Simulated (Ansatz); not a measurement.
# Ligand exchange: C2H3ClGe + CF4 → C2H3FGe + CClF3

Species: C2H3ClGe `C#[C][GeH2][Cl]`, singlet; CF4 (tetrafluoromethane) `FC(F)(F)F`, singlet; C2H3FGe `C#[C][GeH2][F]`, singlet; CClF3 `FC(F)(F)Cl`, singlet. The partners trade Cl for F: Ge–Cl and C–F bonds give way to Ge–F and C–Cl.

Shapes, held fixed at every level: PBE0-D4/def2-TZVP. Programs: Ansatz 0.2.0. The zero-point and thermal change to 298 K, harmonic and unscaled (PBE0-D4/def2-TZVP), is -2.6 kJ/mol.

**Question.** Estimate ΔH(298 K) of this reaction.

**Answer.** The highest level, CCSD(T)/def2-TZVPP, gives ΔH(298 K) = +58.4 kJ/mol; the levels span +51.4 to +94.3. The column of differences is taken from that level and isn't an error. No measured value is set beside it here. Relativity is left out for Ge unless named. Correlated rows may include outer-core shells of Ge, which these sets cover unevenly.

```tsv
level	kind	ΔH(298 K) (kJ/mol)	less CCSD(T)/def2-TZVPP
HF/def2-SVP	Hartree–Fock	+94.3	+35.9
SPW92/def2-TZVPP	LDA	+55.3	-3.1
B3LYP-D4/def2-TZVPP	global hybrid	+51.4	-7.0
B2PLYP/def2-TZVPP	double hybrid	+52.4	-6.0
MP2/def2-SVP	perturbation theory	+69.1	+10.7
CCSD(T)/def2-SVP	coupled cluster or CI	+70.7	+12.3
CCSD/def2-TZVPP	coupled cluster or CI	+61.5	+3.1
CCSD(T)/def2-TZVPP	coupled cluster or CI	+58.4	0.0
```

The exchange is endothermic at every level, so fluorine prefers carbon in CF4 to germanium here, even though Ge–F is a strong, highly polar bond. Moving fluorine to germanium does gain energy over Ge–Cl, but not enough to pay for replacing C–F with the much weaker C–Cl bond. CF4 is also especially costly to break into, because its geminal fluorines stabilise one another through lone-pair donation into C–F antibonding orbitals and the strongly positive carbon.

Basis set matters more than the triples correction: CCSD(T) falls from +70.7 to +58.4 kJ/mol between the two sets, while triples lower the larger-set CCSD value only from +61.5. The small set probably underdescribes the compact, electron-rich fluorine in the polar Ge–F bond. The Hartree–Fock value therefore combines missing correlation with basis error, and the closeness of LDA to coupled cluster probably reflects cancellation between similar bonds. The sign is secure, but convergence beyond the triple-zeta set isn't shown.
